# What holds fluoride to ethylene?

Fluoride is held to ethylene mainly by its charge. The ion attracts the slightly positive hydrogens and displaces the molecule's electrons towards its far side. Dispersion, the obvious suspect for a molecule without a dipole moment, strengthens the bond but is not needed to make it. The numbers settle this second statement; how the pull of the charge divides into its two parts can only be estimated here.

Counterpoise-corrected interaction energies of F- and C2H4 (SMILES [F-].C=C), gas phase, Ansatz 0.2.0, def2-TZVPPD basis, with frozen cores in MP2 and CCSD(T); negative values bind. C2H4 is moved rigidly from the pair's PBE0-D4/def2-TZVP minimum along the line between the partners' mean atom positions; positive shifts lead outward.

| shift from the minimum (Å) | CCSD(T) (kcal/mol) | B3LYP-D4 (kcal/mol) | HF (kcal/mol) | MP2 (kcal/mol) |
| --- | --- | --- | --- | --- |
| -0.167 | -9.36 | -10.85 | -7.49 | -9.11 |
| -0.084 | -10.38 | -11.72 | -8.75 | -10.12 |
| 0.000 | -10.86 | -12.07 | -9.44 | -10.59 |
| 0.084 | -10.96 | -12.06 | -9.73 | -10.69 |
| 0.201 | -10.68 | -11.64 | -9.69 | -10.42 |
| 0.418 | -9.51 | -10.25 | -8.84 | -9.29 |
| 0.836 | -6.86 | -7.33 | -6.55 | -6.73 |
| 1.672 | -3.35 | -3.64 | -3.31 | -3.33 |

## The contact and the candidates

The fluoride ion sits nearly in line with a C–H bond, so this is a hydrogen bond, C–H···F⁻. At zero shift the ion is 1.67 Å from the near hydrogen, and in the outermost row twice as far. Zero shift marks the minimum of the PBE0-D4 structure calculation, whose basis lacks the diffuse functions that an anion needs; the levels in the table need not have their own minimum there. Both partners keep their shape and their closed electron shells throughout. The curve therefore contains no cost of bending or stretching the partners; only their electrons respond to each other.

Three explanations suggest themselves. The first is dispersion: the electrons of both partners fluctuate in step and attract each other, as they do between two hydrocarbon molecules. The second is induction alone: the ion creates a dipole in the neutral molecule and is attracted by it. The third adds to induction the pull on the charge pattern that ethylene has even when undisturbed.

The levels of theory can put the first of these to the test. Hartree–Fock (HF) lets each electron feel only the average field of the others. It therefore contains the pull of the ion on permanent and induced charge, any partial transfer of electrons from the ion to the molecule, and the repulsion of overlapping electron clouds, but no dispersion. If dispersion were the glue, the HF curve would have no well worth the name.

## Take dispersion away and the well remains

The HF curve has a deep well. Its lowest value is −9.73 kcal/mol, against −10.96 for CCSD(T), the most complete treatment here, and both lie in the row at 0.084 Å. HF supplies 80% of the CCSD(T) binding in the closest row, and its share grows with every step outward. The tempting explanation fails on this point alone.

A second view of the size of dispersion comes from the D4 term, the dispersion correction added to the density functional B3LYP. In the closest row it contributes about −1.1 kcal/mol, or 11% of the CCSD(T) binding. This is a model's figure for one geometry. It agrees with the HF curve that dispersion is a supplement here.

What correlation does do is draw the partners together. Moving outward from 0.084 to 0.201 Å costs 0.28 kcal/mol in CCSD(T) but only 0.04 in HF. The HF well is thus flatter on its outer side, and its true bottom lies somewhat further out, although the grid assigns both wells to the same row. An attraction that grows steeply at short range has just this effect: it deepens the well and shortens the bond.

## Reasoning from far away

The far limit shows why an ion differs from a neutral partner. Let R be the distance from the ion to the centre of ethylene, taken as the mean position of its atoms. Ethylene in its own symmetric shape has neither net charge nor a dipole, so the first permanent feature that the ion can feel is the quadrupole: positive charge near the hydrogens, negative charge in the double bond above and below the plane. Its energy falls as 1/R³.

The induced dipole comes next. The field of the ion falls as 1/R², and the dipole it creates is proportional to that field. The dipole's energy in the same field is proportional to the field squared, and so falls as 1/R⁴. Dispersion falls as 1/R⁶ and must lose to both at large distance.

The two outermost rows cannot separate the first two terms, but they show how much sooner the correlation part fades than the HF binding. Between them R grows by about a fifth. The HF binding drops from 6.55 to 3.31 kcal/mol, roughly by half, while the difference between CCSD(T) and HF drops from 0.31 to 0.04, to about an eighth. The charge reaches far; the extra binding that correlation brings is felt mainly in close contact.

## The estimate for the outermost row

For a unit charge, the two long-range energies are

quadrupole: E = −kΘ/R³

induced dipole: E = −kα/(2R⁴)

Here k = 332 kcal Å/mol is the energy scale of two unit charges 1 Å apart. The quadrupole moment along the line of approach, Θ, is about 0.33 e Å², and the polarizability α, which measures how easily the electrons are displaced, is about 4.2 Å³. Both are rough recalled values for ethylene. The factor ½ arises because half of the energy gained is spent on distorting the molecule.

In the outermost row R is 4.9 Å. The quadrupole then gives 332 × 0.33/4.9³, about 0.9 kcal/mol of binding. The induced dipole gives 332 × 4.2/(2 × 4.9⁴), about 1.2 kcal/mol. The two are of the same order, and together they reach about two thirds of the HF binding.

The shortfall has a likely physical reason. The formulas treat ethylene's charge pattern and its response as if both sat at the centre, but the ion is only 3.3 Å from the nearest hydrogen. That hydrogen pulls harder than a distant average suggests, even when the centre is nearly 5 Å away. The ethylene in these runs also keeps the shape it has in the pair, with the near C–H bond slightly stretched, so it may carry a small dipole that the formulas leave out. The estimate is therefore good for an order of magnitude, and its two parts should not be read as a measured division.

Close in, the same formulas err the other way. In the closest row they give −11.7 kcal/mol where HF has −7.49, because they know nothing of the repulsion between overlapping clouds. At zero shift they come within 0.2 kcal/mol of HF, but only because the two faults cancel there. That agreement should not be mistaken for a working theory of the hydrogen bond.

## Can induction do it alone?

In the outermost row the induced dipole alone gives little more than a third of the HF binding. This speaks for a permanent contribution, though the crudeness of the estimate keeps it from being a firm verdict. Theory gives a stronger reason: the quadrupole exists whether or not the ion is there, and its pull cannot be switched off. The third explanation is thus the soundest of the three, with the proportions left open. In close contact some transfer of electrons from the ion to ethylene may add to the binding; the HF curve contains that part but cannot show its size.

A thought experiment separates the two parts. Reverse the sign of the ion's charge at a fixed, large distance. The induced dipole turns round with the field and still attracts, while the permanent charge pattern stays as it was and now repels. An anion approaching in the molecular plane has both parts on its side, whereas above the plane it would face the negative charge of the double bond, and of the two parts only induction would attract it.

## The correlation part is more than dispersion

It remains tempting to call the whole difference between CCSD(T) and HF dispersion. A 1/R⁶ law can be tested by matching it to that difference at 0.836 Å and following it in both directions. Measured from the centre of ethylene, it gives −1.23 kcal/mol at zero shift, near the actual −1.42, but −0.10 in the outermost row instead of −0.04. Measured from the near hydrogen, it does well in the outermost row but gives more than twice the actual value at zero shift. The distance law by itself cannot decide, since the answer depends on where the distance starts.

The spins of the electrons tell more. MP2, the simplest correlated method here, builds its correlation energy from pairs of electrons, which can be sorted into pairs of like and of opposite spin. In the closest row the like-spin pairs contribute −1.84 kcal/mol to the interaction and the opposite-spin pairs +0.23. The second group is slightly repulsive.

Pure dispersion would not look like this. Two fluctuating dipoles attract regardless of spin, so each group should carry half of the direct attraction. Exchange within a pair then weakens only the like-spin half. Opposite-spin pairs should therefore bind at least as strongly as the others, and their repulsive sum means that something in the correlation energy works against dispersion.

A likely cause is that correlation also alters the partners themselves. It changes the charge pattern on which the ion pulls, and the partners' own correlation energies change when their clouds are pressed together. If correlation weakens the permanent pull, that loss fades more slowly with distance than dispersion does, which could also explain why so little correlation binding is left in the outermost row. This reading fits the numbers but has not been tested separately.

## What this means for choosing a method

For this pair HF already gives most of the binding, but an accurate energy still needs correlation. MP2 underbinds relative to CCSD(T) by at most 0.27 kcal/mol, whereas HF underbinds by 1.42 at zero shift. B3LYP-D4 deviates in the opposite direction and binds more strongly than CCSD(T) in every row, by 1.21 at zero shift. If that last difference were all error and passed in full into a free energy at room temperature, where the thermal energy RT is about 0.6 kcal/mol, it would change an equilibrium constant by a factor of about eight.

The D4 term alone does not account for this difference. Without it, B3LYP in the closest row would still bind by 0.43 kcal/mol more than CCSD(T). A known weakness of such functionals is that they spread the charge of an anion too readily onto its neighbour. That would act in the observed direction, but here it remains a suspicion. Part of the difference may also come from the CCSD(T) reference, which probably binds too weakly in this basis.

Two limits matter when these energies are put to use. Correlation energies converge slowly with the size of the basis set, so the CCSD(T) well would probably become somewhat deeper with a larger one; the HF well, which carries the main argument, is much less affected. The energies also refer to rigid partners in the gas phase. A reaction enthalpy needs in addition the cost of distorting ethylene, the vibrations and, in a liquid, the strong hold of the solvent on fluoride.
